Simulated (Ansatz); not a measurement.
A series in volume scale on ScIr2

Results calculated with Ansatz 0.2.0, not measured. Free energy against uniform scaling of the volume at fixed shape and fractions; periodic cell, basis, potentials, k mesh and filling as listed.

The cell before it is scaled or strained (space group Fd-3m, No. 227):
```
ScIr2
1.0
      0.0000     3.6740     3.6740
      3.6740     0.0000     3.6740
      3.6740     3.6740     0.0000
Sc Ir
2 4
Direct
  0.00000 0.00000 0.00000
  0.25000 0.25000 0.25000
  0.62500 0.62500 0.62500
  0.12500 0.62500 0.62500
  0.62500 0.62500 0.12500
  0.62500 0.12500 0.62500
```

Settings of every row: functional LDA; dispersion none; potentials PAW; wave cutoff 510 eV; density cutoff 2040 eV; k mesh 6x6x6; k shift 0x0x0; occupations gaussian; smearing width 0.1 eV; spin none; SCF threshold exponent -9.

Limits: coarse k mesh, up to 40 meV an atom off; stress loosely converged; no spin-orbit coupling, which can matter with elements this heavy.

| row | volume scale | V (Å³/atom) | pressure (GPa) | energy above lowest point (meV/atom) |
| --- | --- | --- | --- | --- |
| 1 | 0.92 | 15.208 | 15.24 | 37.8 |
| 2 | 0.9467 | 15.65 | 6.66 | 8 |
| 3 | 0.9733 | 16.09 | -0.69 | 0 |
| 4 | 1 | 16.531 | -7 | 10.8 |
| 5 | 1.0267 | 16.972 | -12.39 | 37.7 |
| 6 | 1.0533 | 17.412 | -17.01 | 78.3 |
| 7 | 1.08 | 17.853 | ? | ? |

Question: what pressure and energy above lowest point should row 7 give?

Worked fit of pressure. Take u = (V_r/V)^(2/3) − 1 with V_r = 16.31 Å³ an atom, which is twice the finite (Eulerian) strain; such expansions in the strain, on which the Birch-Murnaghan equation of state is built, carry the rest volume and the bulk modulus. The shown rows have u = 0.04774, 0.02792, 0.00909, -0.00893, -0.02618, -0.04265. Least squares give pressure = −3.954 + 349.76 × u + 1058.5 × u² + 789 × u³ GPa; a parabola predicts inner rows, each left out in turn, worse (root mean square 0.025 against 0.015 GPa). The rows lie off it by 0.00, 0.01, 0.00, -0.01, 0.01, 0.00. The pressure vanishes at u = 0.0109, or V = 16.05 Å³ an atom, and there the bulk modulus at fixed shape and fractions is B = −V dP/dV = (2/3)(1 + u) dP/du = 252 GPa. The withheld row has u = -0.05848, so the fit gives −3.954 + 349.76 × (-0.05848) + 1058.5 × (-0.05848)² + 789 × (-0.05848)³ = -20.95 GPa.

The calculation gave -20.94 GPa. The fit lies 0.01 GPa (0.028 % of the column's range) below it, one unit of the last digit. This row lies beyond the range of the fit.

Worked fit of energy above lowest point. Take u = (V_r/V)^(2/3) − 1 with V_r = 16.31 Å³ an atom, which is twice the finite (Eulerian) strain; such expansions in the strain, on which the Birch-Murnaghan equation of state is built, carry the rest volume and the bulk modulus. The shown rows have u = 0.04774, 0.02792, 0.00909, -0.00893, -0.02618, -0.04265. Least squares give energy above lowest point = 3.23 − 602.2 × u + 27450 × u² + 6978 × u³ meV/atom; a parabola predicts inner rows, each left out in turn, worse (root mean square 0.21 against 0.051 meV/atom). All shown rows lie on it to the printed digit. Its lowest point lies at u = 0.0109, or V = 16.05 Å³ an atom, and the curvature there gives the bulk modulus at fixed shape and fractions, B = (4/9)(1 + u)² E″(u)/V = 251 GPa. The withheld row has u = -0.05848, so the fit gives 3.23 − 602.2 × (-0.05848) + 27450 × (-0.05848)² + 6978 × (-0.05848)³ = 130.9 meV/atom.

The calculation gave 130.6 meV/atom. The fit lies 0.3 meV/atom (0.23 % of the column's range) above it; its largest miss of a shown row is 0.0 meV/atom. This row lies beyond the range of the fit.
